\section*{Notes: the centroid pressure estimator for constant-pressure PIMD}

\subsection*{Premises and conventions}

I take $N$ distinguishable particles of mass $m$ in a periodic cubic cell of side $L$, $V=L^3$, at $\beta=1/k_BT$. A cell of any fixed shape scaled by one length works the same way. $P$ is the number of beads, and pressures are written $p$. The potential $U(\mathbf q;L)$ is differentiable, is unchanged when one particle moves by a lattice vector $L\mathbf n$, and depends on $L$ explicitly through the images. $\mathbf F_i^{(j)}=-\nabla_iU(\mathbf q^{(j)};L)$ is the physical force on bead $j$ of particle $i$, without spring force and not divided by $P$.

The symmetric Trotter factorisation gives
\begin{equation}
Q_P(V)=C\int d\mathbf q\;e^{-\beta(E_s+\bar U)},\qquad
E_s=\sum_{i,j}\tfrac12 m\omega_P^2\,|\mathbf q_i^{(j+1)}-\mathbf q_i^{(j)}|^2,\qquad
\bar U=\frac1P\sum_{j=1}^PU(\mathbf q^{(j)};L),
\label{eq:Q}
\end{equation}
with $\omega_P=\sqrt P/\beta\hbar$ and $C$ independent of $V$. The free propagator of one link in a periodic cell is a sum of Gaussians over images. Unfolding these sums lets beads $2,\dots,P$ run over all space while bead 1 stays in the cell, and the chain closes as $\mathbf q_i^{(P+1)}=\mathbf q_i^{(1)}+L\mathbf w_i$ with integer $\mathbf w_i$. I keep only $\mathbf w_i=0$ and size the rest at the end. All bead coordinates below are unwrapped in this sense. The pressure at finite $P$ is defined as $p=k_BT\,\partial\ln Q_P/\partial V$, and $dL/dV=L/3V$, so $\partial/\partial V=(1/3V)\,L\,\partial/\partial L$.

\subsection*{The virial of one replica}

I define the virial as the response to scaling all positions together with the cell,
\begin{equation}
W^{(j)}=-L\frac{d}{dL}U(L\mathbf s;L)=\sum_i\mathbf q_i^{(j)}\cdot\mathbf F_i^{(j)}-L\left.\frac{\partial U}{\partial L}\right|_{\mathbf q^{(j)}},\qquad W=\frac1P\sum_jW^{(j)}.
\label{eq:W}
\end{equation}
For a pair potential, $U=\tfrac12\sum'_{i,k,\mathbf n}\phi(|\mathbf r_{ik\mathbf n}|)$ with $\mathbf r_{ik\mathbf n}=\mathbf q_i-\mathbf q_k+L\mathbf n$, the prime omitting $i=k$ at $\mathbf n=0$. With $\mathbf f_{ik\mathbf n}=-\phi'(r)\,\mathbf r/r$ the two terms of \eqref{eq:W} are $\tfrac12\sum'(\mathbf q_i-\mathbf q_k)\cdot\mathbf f$ and $\tfrac12\sum'L\mathbf n\cdot\mathbf f$, and together $W^{(j)}=\tfrac12\sum'\mathbf r\cdot\mathbf f$. The second term cannot be dropped: in a compressed perfect Bravais lattice every $\mathbf F_i$ vanishes, and all of the pressure sits in it.

\subsection*{Route A: scale every bead}

Put $\mathbf q_i^{(j)}=L\mathbf s_i^{(j)}$. The Jacobian is $V^{NP}$. The domain (unit cube for bead 1, all space for the others) no longer depends on $L$, so I may differentiate under the integral. $E_s\propto L^2$ gives $L\,\partial_LE_s=2E_s$, and $L\,\partial_L\bar U=-W$ by \eqref{eq:W}. Hence $p=\langle p_{\rm pr}\rangle$ with
\begin{equation}
p_{\rm pr}=\frac{NPk_BT}{V}-\frac{2E_s}{3V}+\frac{W}{3V}=\frac{2K_{\rm pr}+W}{3V},\qquad K_{\rm pr}=\tfrac32NPk_BT-E_s .
\label{eq:prim}
\end{equation}

\subsection*{Route B: scale only the centroids}

Let $\mathbf q_{c,i}=P^{-1}\sum_j\mathbf q_i^{(j)}$ and $\boldsymbol\delta_i^{(j)}=\mathbf q_i^{(j)}-\mathbf q_{c,i}$.

Step 1, the domain. The integrand of \eqref{eq:Q} is invariant when the whole ring $i$ is translated by $L\mathbf n$: $E_s$ sees only differences and $U$ is periodic. Every ring configuration has exactly one translate with bead 1 in the cell and exactly one with the centroid in the cell. Both regions are fundamental domains of the same measure-preserving group, so the integrals over them are equal. I switch to ``centroid in the cell''.

Step 2, the variables. I insert $1=\int d\mathbf q_{c,i}\,\delta^3\big(\mathbf q_{c,i}-P^{-1}\sum_j\mathbf q_i^{(j)}\big)$ and shift each bead by $\mathbf q_{c,i}$, which has unit Jacobian and turns the delta function into the constraint $\sum_j\boldsymbol\delta_i^{(j)}=0$. Setting $\mathbf q_{c,i}=L\mathbf s_i$ then costs $V^N$:
\begin{equation}
Q_P=C\,V^N\!\int_{[0,1)^{3N}}\!d\mathbf s\int d\boldsymbol\delta\,\prod_i\delta^3\Big(\tfrac1P\textstyle\sum_j\boldsymbol\delta_i^{(j)}\Big)\exp\Big[-\beta E_s(\boldsymbol\delta)-\frac\beta P\sum_jU(L\mathbf s+\boldsymbol\delta^{(j)};L)\Big].
\label{eq:QB}
\end{equation}
The $3N(P-1)$ free components of $\boldsymbol\delta$ are unbounded, and neither their domain nor $E_s$ contains $L$.

Step 3, the derivative. The chain rule at fixed $\mathbf s,\boldsymbol\delta$ gives $-L\,dU/dL=\sum_i\mathbf q_{c,i}\cdot\mathbf F_i^{(j)}-L\,\partial_LU$, so $p=\langle p_{\rm cv}\rangle$ with
\begin{equation}
p_{\rm cv}=\frac{Nk_BT}{V}+\frac{1}{3VP}\sum_{j}\Big[\sum_i\mathbf q_{c,i}\cdot\mathbf F_i^{(j)}-L\left.\frac{\partial U}{\partial L}\right|_{\mathbf q^{(j)}}\Big].
\label{eq:cv}
\end{equation}
For pair forces the bracket is $\tfrac12\sum'(\mathbf q_{c,i}-\mathbf q_{c,k}+L\mathbf n)\cdot\mathbf f^{(j)}_{ik\mathbf n}$: the centroid separation of the pair, taken with the same image $\mathbf n$ as the force, times the force between beads. The short form $Nk_BT/V+(3VP)^{-1}\sum_{i,j}\mathbf q_{c,i}\cdot\mathbf F_i^{(j)}$ has to be read in this sense. Taken literally it jumps by $L\mathbf n\cdot\sum_j\mathbf F_i^{(j)}/3VP$ when ring $i$ is moved to another image, so it is no function of the periodic configuration.

Step 4, the link to the kinetic energy. Substituting $\mathbf q_{c,i}=\mathbf q_i^{(j)}-\boldsymbol\delta_i^{(j)}$ turns the bracket into $W^{(j)}-\sum_i\boldsymbol\delta_i^{(j)}\cdot\mathbf F_i^{(j)}$. With the centroid-virial kinetic energy
\begin{equation}
K_{\rm cv}=\tfrac32Nk_BT-\frac1{2P}\sum_{i,j}\boldsymbol\delta_i^{(j)}\cdot\mathbf F_i^{(j)}
\quad\text{this reads}\quad
p_{\rm cv}=\frac{2K_{\rm cv}+W}{3V},
\label{eq:result}
\end{equation}
configuration by configuration. This is the form I would code, because $W$ comes from any periodic force routine and $\boldsymbol\delta$ does not depend on the choice of image.

\subsection*{Equality of the means}

Both routes differentiate the same $Q_P(V)$, so $\langle p_{\rm cv}\rangle=\langle p_{\rm pr}\rangle$ at every $P$ and every $V$, not only as $P\to\infty$. A direct proof guards against slips. From \eqref{eq:prim} and \eqref{eq:result},
\begin{equation}
3V(p_{\rm pr}-p_{\rm cv})=3N(P-1)k_BT-2E_s+\frac1P\sum_{i,j}\boldsymbol\delta_i^{(j)}\cdot\mathbf F_i^{(j)} .
\label{eq:diff}
\end{equation}
In \eqref{eq:QB} I rename $\boldsymbol\delta\to\lambda\boldsymbol\delta$. The domain is unbounded, so $Q_P$ does not depend on $\lambda$. The measure gains $\lambda^{3N(P-1)}$ and $E_s$ gains $\lambda^2$. Setting $k_BT\,\partial_\lambda\ln Q_P=0$ at $\lambda=1$ states that the mean of the right side of \eqref{eq:diff} is zero.

\subsection*{Use at constant pressure}

With the flat volume measure, $\Delta_P\propto\int dV\,e^{-\beta p_{\rm ext}V}Q_P(V)$. By \eqref{eq:QB} the variables $(V,\mathbf s,\boldsymbol\delta)$ have weight $e^{-\beta\Phi}$ with
\begin{equation}
\Phi=p_{\rm ext}V-Nk_BT\ln V+E_s+\bar U,\qquad -\left.\frac{\partial\Phi}{\partial V}\right|_{\mathbf s,\boldsymbol\delta}=p_{\rm cv}-p_{\rm ext}.
\label{eq:Phi}
\end{equation}
So $p_{\rm cv}$ is the internal pressure that drives the volume when only centroids follow the cell, and a symmetric Monte Carlo step in $V$ is accepted with $\min(1,e^{-\beta\Delta\Phi})$. If the rings are instead sampled at temperature $PT$ with Hamiltonian $P\Phi$, the force on the volume is $P(p_{\rm cv}-p_{\rm ext})$. Integrating $\partial_V(e^{-\beta p_{\rm ext}V}Q_P)$ and $\partial_V(Ve^{-\beta p_{\rm ext}V}Q_P)$ over $V$, with vanishing boundary terms, gives $\langle p_{\rm int}\rangle=p_{\rm ext}$ and $\langle Vp_{\rm int}\rangle=p_{\rm ext}\langle V\rangle-k_BT$ for either estimator $p_{\rm int}$. Both are useful run-time tests. The practical gain of route B is that a volume change leaves the springs alone. In route A, $\partial^2E_s/\partial(\ln L)^2=4E_s$, and $\langle E_s\rangle$ grows as $\tfrac32NPk_BT$, so at fixed scaled coordinates the volume is stiffened in proportion to $P$.

\subsection*{A solvable model}

To get numbers I tether each particle to a site $\mathbf R_i\propto L$:
\begin{equation}
U=Nu_0(v)+\tfrac12m\omega(v)^2\sum_i|\mathbf x_i|^2,\qquad\mathbf x_i=\mathbf q_i-\mathbf R_i,\quad v=V/N,\quad\gamma=-\frac{d\ln\omega}{d\ln v}.
\end{equation}
All coordinates run over all space, so both scalings still have $L$-independent domains. In route A every $\mathbf x_i^{(j)}\propto L$; in route B only $\mathbf x_{c,i}\propto L$, and $P^{-1}\sum_j\mathbf x_i^{(j)}\cdot\mathbf x_{c,i}=|\mathbf x_{c,i}|^2$. Differentiating,
\begin{align}
p_{\rm cv}&=-u_0'+\frac{Nk_BT}V+\frac{\gamma m\omega^2}{VP}\sum_{i,j}|\mathbf x_i^{(j)}|^2-\frac{m\omega^2}{3V}\sum_i|\mathbf x_{c,i}|^2,\\
p_{\rm pr}&=-u_0'+\frac{NPk_BT}V-\frac{2E_s}{3V}+\Big(\gamma-\frac13\Big)\frac{m\omega^2}{VP}\sum_{i,j}|\mathbf x_i^{(j)}|^2 .
\end{align}
For one Cartesian component the orthonormal ring modes $\xi_k$, $k=0,\dots,P-1$, with $\xi_0=\sqrt P\,x_c$, have weight $\exp[-\beta m(\omega^2+\omega_k^2)\xi_k^2/2P]$, $\omega_k=(2P/\beta\hbar)\sin(\pi k/P)$. The variables $y_k=\beta m(\omega^2+\omega_k^2)\xi_k^2/P$ are independent squares of unit Gaussians, of mean 1 and variance 2. With $a=\beta\hbar\omega/2P$ and $f_k=\omega^2/(\omega^2+\omega_k^2)=a^2/[a^2+\sin^2(\pi k/P)]$, I have $\beta m\omega^2P^{-1}\sum_jx^2=\sum_kf_ky_k$, $\beta m\omega^2x_c^2=y_0$ and $2\beta E_s=\sum_k(1-f_k)y_k$. Each of the $3N$ components therefore adds to $\beta V(p+u_0')$ the amount
\begin{equation}
\tfrac13+(\gamma-\tfrac13)y_0+\gamma\sum_{k\ge1}f_ky_k\quad(\text{cv}),\qquad
\tfrac P3+\sum_{k\ge0}(\gamma f_k-\tfrac13)y_k\quad(\text{pr}).
\label{eq:modes}
\end{equation}
Both have mean $\gamma\sum_kf_k$, as $f_0=1$. For the sum I set $a=\sinh\theta$ and note $4a^2+4\sin^2\varphi=|e^\theta-e^{-\theta}e^{2i\varphi}|^2$. The product over the $P$-th roots of unity is $4\sinh^2P\theta$, and $(a/2)\,d/da$ of its logarithm gives $\sum_kf_k$. Thus
\begin{equation}
p=-u_0'+\frac{3\gamma\,\varepsilon_P}{v},\qquad
\varepsilon_P=k_BT\sum_kf_k=\frac{\hbar\omega}{2}\,\frac{\coth(P\operatorname{arsinh}a)}{\sqrt{1+a^2}},
\label{eq:eps}
\end{equation}
and $\langle K_{\rm cv}\rangle=\tfrac32N\varepsilon_P$, because $\beta m\omega^2P^{-1}\sum_j\delta\,x=\sum_{k\ge1}f_ky_k$. The fixed-volume standard deviation of one sample is $\sigma=(k_BT/v)\sqrt{6c/N}$ with, from \eqref{eq:modes},
\begin{equation}
c_{\rm cv}=(\gamma-\tfrac13)^2+\gamma^2\sum_{k\ge1}f_k^2,\qquad
c_{\rm pr}-c_{\rm cv}=\frac{P-1}9-\frac{2\gamma}3(\beta\varepsilon_P-1).
\label{eq:var}
\end{equation}
$c_{\rm cv}$ tends to a constant and $c_{\rm pr}$ grows as $P/9$, but at small $P$ the difference can be negative.

\subsection*{Range of validity}

Equations \eqref{eq:cv} and \eqref{eq:result} are exact for $Q_P$ of \eqref{eq:Q}, for pair or many-body forces, provided $W$ is the full derivative \eqref{eq:W}, tail corrections included. Four limits remain. (i) Finite $P$: the mean departs from the quantum pressure by $O(P^{-2})$, equally for both estimators; a higher-order action adds terms of its own and needs them differentiated too. (ii) Winding: a ring with $|\mathbf w|=1$ has free-particle weight $e^{-\pi L^2/\Lambda^2}$, $\Lambda=h/\sqrt{2\pi mk_BT}$, and its spring energy would depend on $L$ in route B. (iii) Exchange: for permuted paths route A survives unchanged, while route B must scale the centroid of each permutation cycle, which replaces $N$ in $Nk_BT/V$ by the number of cycles. (iv) Hard walls: step 1 uses periodicity and fails when beads, not centroids, are confined.

\subsection*{Illustration: molar volume of solid para-H$_2$ at 10 K}

The molecule is treated as a point of mass 2.016 u, because it is in the spherical $J=0$ state and $J=2$ lies roughly 510 K higher. Inputs are typical, approximate values, chosen so that the model has the usual volume, zero-point motion and compressibility of this solid: $v=23.2$ cm$^3$/mol, $\Theta=\hbar\omega/k_B=90$ K (picked to put the kinetic energy near 70 K per molecule), $\gamma=2.2$, bulk modulus $B=1800$ bar with $B'=dB/dp=7$ for $P\to\infty$, and $N=180$. Here $\omega$ is an effective frequency, not the curvature of a pair potential.

The neglected sectors first. $\Lambda=3.89$ \AA\ and $L=19.1$ \AA\ give a winding weight $e^{-76}$. The close-packed neighbour distance $d=(\sqrt2\,v)^{1/3}=3.79$ \AA, with $v$ per molecule, gives a free-particle pair-exchange weight $e^{-2\pi d^2/\Lambda^2}=0.0025$, before the repulsive cores obstruct the two paths.

Per mole, $R/v=3.58$ bar/K and $RT/v=35.8$ bar. With $Pa=\Theta/2T=4.5$, $\varepsilon_\infty/k_B=(\Theta/2)\coth(4.5)=45.01$ K and the kinetic energy is 67.5 K per molecule. The vibrational pressure $3\gamma\varepsilon_\infty/v$ is 1065 bar. I fix $-u_0'=-1065$ bar so that $p=0$ at the input volume for $P\to\infty$; that volume is fitted, not predicted. A simulation needs a small positive $p_{\rm ext}$ above the sublimation pressure, which is well below 1 bar at this temperature, and 1 bar moves $v$ by only $v/B=0.013$ cm$^3$/mol. At $p=0$ the split in \eqref{eq:result} is $2\langle K_{\rm cv}\rangle/3V=161$ bar against $\langle W\rangle/3V=-161$ bar, while the split in \eqref{eq:cv} is $35.8$ bar against $-35.8$ bar. Mixing the two, $Nk_BT/V+W/3V$, would report $-125$ bar.

At finite $P$ the pressure at the input volume is $\Delta p=3\gamma(\varepsilon_P-\varepsilon_\infty)/v$, and a constant-pressure run settles at $\Delta v\simeq v\,\Delta p/B$.

\begin{center}
\begin{tabular}{rccccc}
$P$ & $\varepsilon_P/k_B$ (K) & $\Delta p$ (bar) & $\Delta v$ (cm$^3$/mol) & $\sigma_{\rm cv}$ (bar) & $\sigma_{\rm pr}$ (bar)\\ \hline
16 & 43.33 & $-39.7$ & $-0.5$ & 20.6 & 16.9\\
32 & 44.57 & $-10.4$ & $-0.13$ & 20.3 & 18.6\\
64 & 44.90 & $-2.6$ & $-0.034$ & 20.3 & 22.2\\
128 & 44.98 & $-0.66$ & $-0.008$ & 20.2 & 28.2
\end{tabular}
\end{center}

The linear $\Delta v$ omits two second-order terms. For $\coth\simeq1$, expanding \eqref{eq:eps} gives $\varepsilon_P-\varepsilon_\infty\simeq-k_B\Theta^3/16T^2P^2$, so $\Delta p\propto\omega^3/v\propto v^{-(3\gamma+1)}$ at constant $\gamma$, with $3\gamma+1=7.6$. The converged equation of state is $p=-B\epsilon+\tfrac12B(B'+1)\epsilon^2$ for $\epsilon=\Delta v/v$, with $(B'+1)/2=4$. Solving $p+\Delta p\,(1-7.6\,\epsilon)=0$ to second order gives $\epsilon=(\Delta p/B)\,[1+3.6\,|\Delta p|/B]$, an increase of 8 per cent at $P=16$ and 2 per cent at $P=32$.

By \eqref{eq:var} the single-sample scatter of $p_{\rm cv}$ is flat in $P$, yet it falls below that of $p_{\rm pr}$ only from $P=47$ on, since the spring and virial fluctuations partly cancel in $p_{\rm pr}$. At moderate $P$ my reason for route B is therefore the decoupling from the springs in \eqref{eq:Phi}, not the variance. The model's molar volume at $P=32$ lies 0.6 per cent below its converged value. The real solid is strongly anharmonic, with large forces from the repulsive cores that a harmonic tether lacks, so I read this shift as the model's scale for the discretisation error and would still test convergence in $P$ with the actual potential.